**Levels near the Fermi energy in LuAg₂: band counting, doublets and an empty-lattice estimate**

The table holds the four highest filled and three lowest empty Kohn-Sham levels at seven k-points of body-centred tetragonal LuAg₂, from scalar-relativistic LDA with PAW datasets, without spin polarisation or spin-orbit coupling. The program assigns a band number to each level from the band ranges of the same run, finds which points allow doublets by symmetry, and compares the levels with a parameter-free empty lattice of five electrons per cell. The output shows that band 32 crosses the Fermi energy, so the apparent gap of 0.90 eV is not a gap. The free-electron multiplets match on average at P and for the pair at GAMMA, the computed lowest multiplets at N, M and S lie about 1 eV above them, and several empty levels lie electronvolts below the free levels matched to them by order.

Band energies of LuAg₂ (I4/mmm, unrelaxed Materials Project cell, conventional a = 3.638 Å, c = 9.055 Å) relative to the Fermi energy, from scalar-relativistic LDA without spin polarisation in Ansatz 0.2.0. The run used frozen-core PAW datasets made for PBE, a 420 eV cutoff, a 14 × 14 × 14 k mesh and Fermi-Dirac smearing of 0.08 eV.

## Script

```python
# Table: Kohn-Sham levels (eV from E_F) of bct LuAg2 at symmetry points; Ansatz, PAW, LDA,
# scalar-relativistic, no spin. Tested: which band each column holds, which points allow
# doublets, and how an empty lattice with 5 electrons per cell compares.
T = {
    'point': ['GAMMA', 'X', 'P', 'N', 'M', 'S', 'S0'],
    'k': ['0 0 0', '0 0 0.5', '0.25 0.25 0.25', '0 0.5 0', '0.5 0.5 -0.5', '0.2904 0.7096 -0.2904', '-0.2904 0.2904 0.2904'],
    'v4': [-4.55, -4.19, -4.24, -4.36, -4.41, -3.95, -3.95],  # eV
    'v3': [-4.55, -2.18, -2.16, -3.93, -4.38, -2.61, -2.61],  # eV
    'v2': [-3.96, -1.19, -0.91, -3.32, -4.2, -2.27, -2.27],  # eV
    'v1': [-1.01, -0.44, -0.91, -2.28, -3.53, -1.76, -1.76],  # eV
    'c1': [1.06, 1.62, 1.09, 0.46, 1.12, 1.76, 1.76],  # eV
    'c2': [2.07, 2.08, 2.98, 0.69, 3.28, 2.3, 2.3],  # eV
    'c3': [2.07, 2.35, 2.98, 2.06, 3.73, 2.58, 2.58],  # eV
}
import numpy as np, itertools as it
from scipy.constants import hbar, m_e, e
a, c = 3.638, 9.055  # conventional cell of the caption, angstrom
# further outputs of the same run (eV): E_F, band 13 at GAMMA, band 14 minimum (at M), mesh ranges of bands 27-36
EF, b13, b14 = 16.49375, 9.02224, 10.48392
lo = [11.6713, 11.84266, 11.93853, 12.29189, 12.95546, 14.81747, 17.1527, 17.99759, 18.70137, 19.54536]
hi = [12.40297, 12.47587, 12.57389, 14.35661, 16.42348, 17.78043, 19.80097, 20.22872, 20.22872, 21.17832]
R = {27+i: (l-EF, h-EF) for i, (l, h) in enumerate(zip(lo, hi))}
P = [str(p) for p in T['point']]
K = {p: np.array(str(s).replace(',', ' ').strip('[]() ').split(), float) for p, s in zip(P, T['k'])}
L = {p: np.array([T[x][i] for x in ['v4', 'v3', 'v2', 'v1', 'c1', 'c2', 'c3']], float) for i, p in enumerate(P)}
B = 2*np.pi*np.array([[0, 1/a, 1/c], [1/a, 0, 1/c], [1/a, 1/a, 0]]); Bi = np.linalg.inv(B)
ops = [np.diag(s) @ M for s in it.product([1, -1], repeat=3) for M in (np.eye(3), np.eye(3)[[1, 0, 2]])]
isG = lambda f: np.allclose(f, np.round(f), atol=1e-6)
h2 = hbar**2/(2*m_e*e)*1e20
nsp = 63 - 2*12 - 14 - 2*10
EF0 = h2*(3*np.pi**2*nsp/(a*a*c/2))**(2/3)
FE = {p: np.sort([h2*np.sum(((K[p]+np.array(g)) @ B)**2) for g in it.product(range(-3, 4), repeat=3)])-EF0 for p in P}
print(f"electrons 63 = 24 semicore + 14 f + 20 d + {nsp}; bands 12 + 17 + {nsp/2} = {63/2}; table rounding 0.005 eV")
v, cc = max(T['v1']), min(T['c1'])
print(f"highest band -1 {v:.2f}, lowest band +1 {cc:.2f}, apparent gap {cc-v:.2f} eV")
print("mesh ranges (eV): " + ", ".join(f"{n}: {R[n][0]:.2f}..{R[n][1]:.2f}" for n in range(29, 34)))
print(f"width of band 32 {R[32][1]-R[32][0]:.2f} eV; bands 14-29 span {b14-EF:.2f}..{R[29][1]:.2f} eV")
print(f"free-electron E_F {EF0:.2f} eV; computed E_F above band 13 at GAMMA {EF-b13:.2f}; difference {EF-b13-EF0:.2f}")
print("point: filled bands, range misfit best/next (eV), local gap, group order, doublets allowed/seen, min spacing")
N = {}
for p in P:
    mis = {n: sum(max(R[n-3+j][0]-x, x-R[n-3+j][1], 0) for j, x in enumerate(L[p])) for n in range(30, 34)}
    o = sorted(mis, key=mis.get); N[p] = o[0]
    G = [g for g in ops if isG((g @ (K[p] @ B) - K[p] @ B) @ Bi)]
    na = any(not np.allclose(g @ h, h @ g) for g in G for h in G)
    d = np.diff(L[p]); nd = int(np.sum(d < 0.005))
    assert na or nd == 0
    print(f" {p:5s} {o[0]}  {mis[o[0]]:.2f}/{mis[o[1]]:.2f}  {L[p][4]-L[p][3]:.2f}  {len(G):2d}  {'yes' if na else 'no'}/{nd}  {d.min():.2f}")
band = {p: {N[p]-3+j: x for j, x in enumerate(L[p])} for p in P}
for n in (30, 31, 32, 33):
    print(f"band {n} (eV): " + " ".join(f"{p} {band[p][n]:+.2f}" for p in P))
b32 = [band[p][32] for p in P]
assert min(b32) < 0 < max(b32)
print("S + S0 in reciprocal vectors:", np.round(K['S']+K['S0'], 4), "largest level difference", np.abs(L['S']-L['S0']).max())
assert isG(K['S']+K['S0']) and np.allclose(L['S'], L['S0'])
print("filled beyond band 29, computed/free: " + " ".join(f"{p} {N[p]-29}/{int(np.sum(FE[p] < 0))}" for p in P))
print("free multiplets matched by order to bands 30 up, E_F aligned (eV):")
print("point: size, free level, bands listed, their mean, spread, mean minus free")
S = {}
for p in P:
    if p == 'S0':
        continue
    j = 0
    while 30+j in band[p]:
        m = int(np.sum(np.abs(FE[p]-FE[p][j]) < 0.01))
        bs = [b for b in range(30+j, 30+j+m) if b in band[p]]
        x = np.array([band[p][b] for b in bs]); S[p, j] = x.mean()-FE[p][j]
        note = '' if len(bs) == m else '  only part listed'
        if p == 'GAMMA' and j == 0:
            note = f'  true partner is band 13 at {b13-EF:.2f}'
        print(f" {p:5s} {m}  {FE[p][j]:+.2f}  {bs[0]}-{bs[-1]}  {x.mean():+.2f}  {np.ptp(x):.2f}  {S[p, j]:+.2f}{note}")
        j += m
assert abs(S['P', 0]) < 0.3 and min(S['N', 0], S['M', 0], S['S', 0]) > 0.5
print(f"aligning at the band bottom instead adds {EF-b13-EF0:.2f} eV to every last column entry")
```

Running it gives:

```
electrons 63 = 24 semicore + 14 f + 20 d + 5; bands 12 + 17 + 2.5 = 31.5; table rounding 0.005 eV
highest band -1 -0.44, lowest band +1 0.46, apparent gap 0.90 eV
mesh ranges (eV): 29: -4.56..-3.92, 30: -4.20..-2.14, 31: -3.54..-0.07, 32: -1.68..1.29, 33: 0.66..3.31
width of band 32 2.96 eV; bands 14-29 span -6.01..-3.92 eV
free-electron E_F 6.96 eV; computed E_F above band 13 at GAMMA 7.47; difference 0.51
point: filled bands, range misfit best/next (eV), local gap, group order, doublets allowed/seen, min spacing
 GAMMA 31  0.00/0.91  2.07  16  yes/2  0.00
 X     32  0.00/1.93  2.06   8  no/0  0.27
 P     32  0.00/2.09  2.00   8  yes/2  0.00
 N     31  0.00/1.22  2.74   4  no/0  0.23
 M     31  0.00/2.69  4.65  16  yes/0  0.03
 S     32  0.08/1.85  3.52   4  no/0  0.28
 S0    32  0.08/1.85  3.52   4  no/0  0.28
band 30 (eV): GAMMA -3.96 X -2.18 P -2.16 N -3.32 M -4.20 S -2.61 S0 -2.61
band 31 (eV): GAMMA -1.01 X -1.19 P -0.91 N -2.28 M -3.53 S -2.27 S0 -2.27
band 32 (eV): GAMMA +1.06 X -0.44 P -0.91 N +0.46 M +1.12 S -1.76 S0 -1.76
band 33 (eV): GAMMA +2.07 X +1.62 P +1.09 N +0.69 M +3.28 S +1.76 S0 +1.76
S + S0 in reciprocal vectors: [0. 1. 0.] largest level difference 0.0
filled beyond band 29, computed/free: GAMMA 2/1 X 3/2 P 3/4 N 2/2 M 2/2 S 3/3 S0 3/3
free multiplets matched by order to bands 30 up, E_F aligned (eV):
point: size, free level, bands listed, their mean, spread, mean minus free
 GAMMA 1  -6.96  30-30  -3.96  0.00  +3.00  true partner is band 13 at -7.47
 GAMMA 2  +0.37  31-32  +0.03  2.07  -0.35
 GAMMA 8  +6.24  33-34  +2.07  0.00  -4.17  only part listed
 X     2  -1.28  30-31  -1.69  0.99  -0.40
 X     4  +0.55  32-35  +1.40  2.79  +0.85
 P     4  -0.82  30-33  -0.72  3.25  +0.10
 P     4  +2.85  34-35  +2.98  0.00  +0.13  only part listed
 N     2  -3.66  30-31  -2.80  1.04  +0.86
 N     2  +0.01  32-33  +0.57  0.23  +0.57
 N     2  +7.34  34-34  +2.06  0.00  -5.28  only part listed
 M     2  -5.13  30-31  -3.87  0.67  +1.26
 M     4  +4.40  32-34  +2.71  2.61  -1.69  only part listed
 S     3  -3.13  30-32  -2.21  0.85  +0.92
 S     2  +4.21  33-34  +2.03  0.54  -2.18
 S     2  +6.40  35-35  +2.58  0.00  -3.82  only part listed
aligning at the band bottom instead adds 0.51 eV to every last column entry
```
